Question: where do the pressure and the temperature peak on the Te-rich three-phase loop of PbTe?

I anneal PbTe in closed ampoules with excess Te, so solid PbTe (S), a Te-rich melt (L) and vapour (V) coexist. On a P–T plot this line rises, turns over and bends back to the melting point. I want to compute (a) dP/dT along it, (b) the pressure maximum and (c) the temperature maximum, which I always assumed to sit exactly where xL = xS. My model, with x the atom fraction of Te and pressures in atm:

Solid: line compound, xS = 1/2, rock salt, a = 6.462 Å (compiled value, 300 K, Hummer 2007).

All entries below are typical or assumed values, with heat-capacity differences neglected:
1. Melting point Tm = 1197 K.
2. Pb(l) + Te(l) → PbTe(s): ΔHs = −90 kJ/mol, ΔSs = −36 J/(mol K).
3. Melt: ideal mixture of the species Pb, Te and the associate PbTe. PbTe(s) → PbTe(associate): ΔH* = 36 kJ/mol.
4. 2 Te(l) → Te₂(g): log₁₀ p° = 4.72 − 5960/T.
5. PbTe(s) → PbTe(g): log₁₀ q = 7.73 − 11430/T.
6. Volume increase on melting: 3 % of the solid volume.

Vapour: ideal gas of Te₂ and PbTe.

Answer

Short version: in this model the total pressure peaks at about 0.035 atm near 1117 K, and the temperature maximum lies at xL − xS ≈ 3×10⁻⁸. Your assumption about xL = xS is wrong in principle and harmless in practice.

1. Why the formula holds

Take s, v and h per mole of atoms in every phase, the vapour included, and let P be the total pressure. Each phase obeys a Gibbs–Duhem equation,

v dP = s dT + (1 − x) dμPb + x dμTe = s dT + dμPb + x dΔ, with Δ = μTe − μPb.

Along the three-phase line dT, dP, dμPb and dΔ are common to S, L and V: four differentials, three equations, one degree of freedom. Subtract the equation of the solid from the other two:

(vV − vS) dP = (sV − sS) dT + (xV − xS) dΔ
(vL − vS) dP = (sL − sS) dT + (xL − xS) dΔ

Multiply the first by (xL − xS), the second by (xV − xS), and subtract, so that dΔ drops out:

dP/dT = [(xL − xS)(sV − sS) − (xV − xS)(sL − sS)] / [(xL − xS)(vV − vS) − (xV − xS)(vL − vS)]

Nothing here required a fixed xS or an ideal phase. The result is a Clapeyron equation for the one transformation that conserves both elements,

(xV − xS) L → (xV − xL) S + (xL − xS) V.

The numerator is its Δs and the denominator its Δv. In equilibrium its Δg vanishes, because g = μPb + xΔ in each phase and both elements balance. Hence Δs = Δh/T and

dP/dT = N/(T·Den), N = (xL − xS)(hV − hS) − (xV − xS)(hL − hS),

with Den the denominator above. P is stationary where N = 0: the heat released by crystallising PbTe out of the melt just pays for evaporating the surplus. T is stationary where Den = 0: the transformation changes no volume.

2. The model in closed form

Let y, u and A be the mole fractions of the species Te, Pb and PbTe in the melt. With pure liquid Pb and Te as references, y and u are the activities. Saturation with the solid gives two conditions, and the fractions sum to one:

y·u = Ks(T) = exp[(ΔHs − TΔSs)/RT]
A(T) = Am exp[−(ΔH*/R)(1/T − 1/Tm)]
y + u = 1 − A

So y = (1 − A + D)/2 and u = (1 − A − D)/2, with D = ±√[(1 − A)² − 4Ks]. The plus sign is the Te-rich branch. The branches meet where D = 0, and Am is fixed by placing that point at Tm. There Ks = 8.976×10⁻³, y = u = y₀ = √Ks = 0.09474 and Am = 1 − 2y₀ = 0.8105. The effect of pressure on the condensed phases is ignored until part (c).

One mole of species in the melt holds 1 + A moles of atoms, of which y + A are Te, so

xL − xS = D/[2(1 + A)].

Enthalpies are counted from liquid Pb and Te. The solid has hS = ΔHs/2 = −45 kJ/mol, the associate has ΔHs + ΔH* = −54 kJ per mole of species, and an ideal mixture adds nothing:

hL − hS = −54A/(1 + A) + 45 = (45 − 9A)/(1 + A) kJ/mol.

At Tm this is 20.83 kJ per mole of atoms, a heat of fusion of 41.7 kJ per mole of PbTe.

In the vapour t = y²p° is the Te₂ pressure and P = t + q. The slopes of the vapour-pressure lines, times R ln 10, give H₂ = 114.10 kJ per mole of Te₂ and ΔHsub = 218.82 kJ per mole of PbTe. Both molecules are diatomic, so a mole of gas holds two moles of atoms:

vV = RT/(2P)
xV − xS = t/(2P)
hV − hS = [t(H₂ − ΔHs) + q ΔHsub]/(2P), with H₂ − ΔHs = 204.10 kJ/mol.

The four formula units in the cubic cell contain eight atoms, so vS = a³NA/8 = 20.31 cm³/mol. This is the 300 K volume; the expansion up to Tm, typically some 5 %, is ignored because item 6 is far less certain than that.

Atomic vapour is left out. A typical line for liquid Pb, log₁₀ p = 4.91 − 9700/T, times y₀ gives 6×10⁻⁵ atm at Tm, or 0.3 % of P, and less on the Te-rich side. Atomic Te is typically also below 1 % of P here.

3. Part (a): the slope

At T = 1000 K:

A = 0.3975, Ks = 1.511×10⁻³, D = 0.5975, y = 0.6000, u = 0.0025
p° = 0.05754 atm, t = 0.02072 atm, q = 2.00×10⁻⁴ atm, P = 0.02092 atm
xL − xS = 0.2138, xV − xS = 0.4952
hV − hS = 102.12 kJ/mol, hL − hS = 29.64 kJ/mol
N = 21.83 − 14.68 = 7.15 kJ/mol
vV = 1.961 m³/mol

The ratio vS/vV is 1.0×10⁻⁵, and vL − vS is smaller than vS, so both condensed volumes drop out and Den = (xL − xS) vV = 0.4193 m³/mol. Then

dP/dT = 7.15×10³ J/mol / (1000 K × 0.4193 m³/mol) = 17.1 Pa/K = 1.68×10⁻⁴ atm/K.

As an apparent enthalpy, RT² d ln P/dT = 66.9 kJ/mol, well under the 114.10 kJ/mol of pure liquid Te. The difference arises because the melt loses Te activity as more PbTe dissolves in it on heating.

The closed form allows a direct test. Differentiating y + u = 1 − A with y·u = Ks gives

RT² d ln y/dT = −(AΔH* − uΔHs)/D,

and therefore

RT² dP/dT = t[H₂ − 2(AΔH* − uΔHs)/D] + q ΔHsub.

The Gibbs–Duhem route gives RT² dP/dT = 2P·N/(xL − xS) = t(H₂ − ΔHs) + qΔHsub − 2t[AΔH* − ΔHs(y + u)/2]/D. Writing −ΔHs = −ΔHs(y − u)/D and collecting the ΔHs terms leaves +2uΔHs/D inside the bracket, so the two expressions are identical.

Along the branch (pressures in atm, slope in 10⁻⁴ atm/K):

T/K     y       xL      t        q        P        xV      dP/dT
1000    0.600   0.714   0.0207   0.0002   0.0209   0.995   +1.68
1100    0.401   0.623   0.0322   0.0022   0.0344   0.968   +0.50
1140    0.305   0.585   0.0288   0.0051   0.0339   0.925   −0.79
1180    0.189   0.542   0.0167   0.0111   0.0277   0.801   −2.42

4. Part (b): the pressure maximum

N = 0 can be read as a lever rule,

(xL − xS)/(xV − xS) = (hL − hS)/(hV − hS).

The right side stays between one fifth and three tenths over the table. The left side falls toward zero as the liquidus closes in on the compound, so the two must cross. The root of the model is T = 1117 K, where

xL − xS = 0.1072, xV − xS = 0.4548, ratio 0.236
hL − hS = 24.22 kJ/mol, hV − hS = 102.72 kJ/mol, ratio 0.236
t = 0.0317 atm, q = 0.0031 atm, P = 0.0348 atm = 26 torr.

This is 80 K below Tm, with a melt of xL = 0.607 and a vapour of xV = 0.955. Den is positive throughout, and N changes from positive to negative on heating, so the point is a maximum.

One trap: loops for PbTe are often drawn with the Te₂ partial pressure on the axis. The formula refers to the total pressure. The maximum of t alone is the zero of H₂ − 2(AΔH* − uΔHs)/D, which falls at 1101 K with t = 0.0322 atm. That is 16 K lower. Between the two maxima t already falls, but the steeply rising PbTe(g) pressure outweighs the loss.

5. Part (c): the temperature maximum

Close to Tm the factor δ = xL − xS goes to zero, and the small second term of Den can no longer be dropped. Den = 0 gives

δ* = (xV − xS)(vL − vS)/(vV − vS).

At the top of the loop:

t = y₀²p° = 4.94×10⁻³ atm, q = 0.01517 atm, P = 0.0201 atm
xV − xS = 0.123
vV = 2.44×10⁶ cm³/mol
vL − vS = 0.03 × 20.31 cm³/mol = 0.61 cm³/mol

δ* = 0.123 × 0.61/(2.44×10⁶) = 3×10⁻⁸.

The sign is that of (xV − xS)(vL − vS). The vapour is Te-rich and the solid expands on melting, so the maximum lies on the Te side of xL = xS. At that point the melt converts into solid plus a trace of vapour whose volume just fills the shrinkage on freezing.

At δ = 0 itself the slope is finite. Both N and Den reduce to their second terms, (xV − xS) cancels, and

dP/dT = (hL − hS)/[T(vL − vS)] = 20.83×10³ J/mol / (1197 K × 0.61×10⁻⁶ m³/mol) = 2.8×10² atm/K.

This is the Clapeyron slope of congruent melting: the three-phase line touches the melting curve there, where that curve begins. Since N ≈ −(xV − xS)(hL − hS) is negative near the top, the slope is negative for δ > δ*, infinite at δ*, and positive for δ < δ*.

A second route shows what sets δ* and how much temperature is at stake. At fixed pressure the liquidus has a parabolic top, T = Tm(P) − cδ². From D² = (1 − A)² − 4Ks, linear in Tm − T near the top, and D = 2(1 + Am)δ,

c = 4(1 + Am)² RTm² / [2Am(1 − Am)ΔH* − 4KsΔHs] = 1.09×10⁴ K.

Along the loop the pressure changes linearly in δ, since y = y₀ + D/2 to first order: P′ = dP/dδ = 2(1 + Am) t/y₀ = 0.189 atm. The melting point follows the pressure with κ = dTm/dP = 3.5×10⁻³ K/atm, the inverse of the slope above. With T₀ the temperature at δ = 0,

T(δ) = T₀ + κP′δ − cδ²,

which peaks at δ* = κP′/(2c) = 3×10⁻⁸, the same value. The peak lies cδ*² = 1×10⁻¹¹ K above T₀. No experiment separates the two points.

A neglected effect is much larger than δ*: the solid is not exactly at x = 1/2. With 8/a³ = 2.96×10²² atoms per cm³, δ* corresponds to a Te excess of 2δ*(8/a³) = 2×10¹⁵ cm⁻³, while the homogeneity range of PbTe typically spans 10¹⁸ to 10¹⁹ cm⁻³, hundreds to thousands of times more. The condition Den = 0 survives, because the derivation allowed any xS, but δ* must be counted from the actual xS at that point. It says nothing about how far the congruent composition lies from 1/2; that needs a defect model of the solid.

6. How far to trust the numbers

All results are the model's, not measured properties of PbTe. Raising the assumed ΔH* from 36 to 40 kJ/mol moves the pressure maximum to 1113 K and 0.0381 atm. The position is fairly stable and the height is good to one or two figures at best. The offset δ* is proportional to the assumed 3 % and carries one figure.

The ideal associated melt with constant enthalpies also degrades on cooling. At the typical eutectic temperature of about 684 K it leaves a Pb atom fraction of 0.05 in the melt, roughly half of the typical value of about 0.11, so it underestimates the solubility of PbTe there and should not be carried down to the low-temperature end of the loop.

Model results: dP/dT = 1.68×10⁻⁴ atm/K at 1000 K; a total-pressure maximum of about 0.035 atm near 1117 K, at xL = 0.607; a temperature maximum at xL − xS ≈ 3×10⁻⁸, about 1×10⁻¹¹ K above the point where melt and solid have the same composition.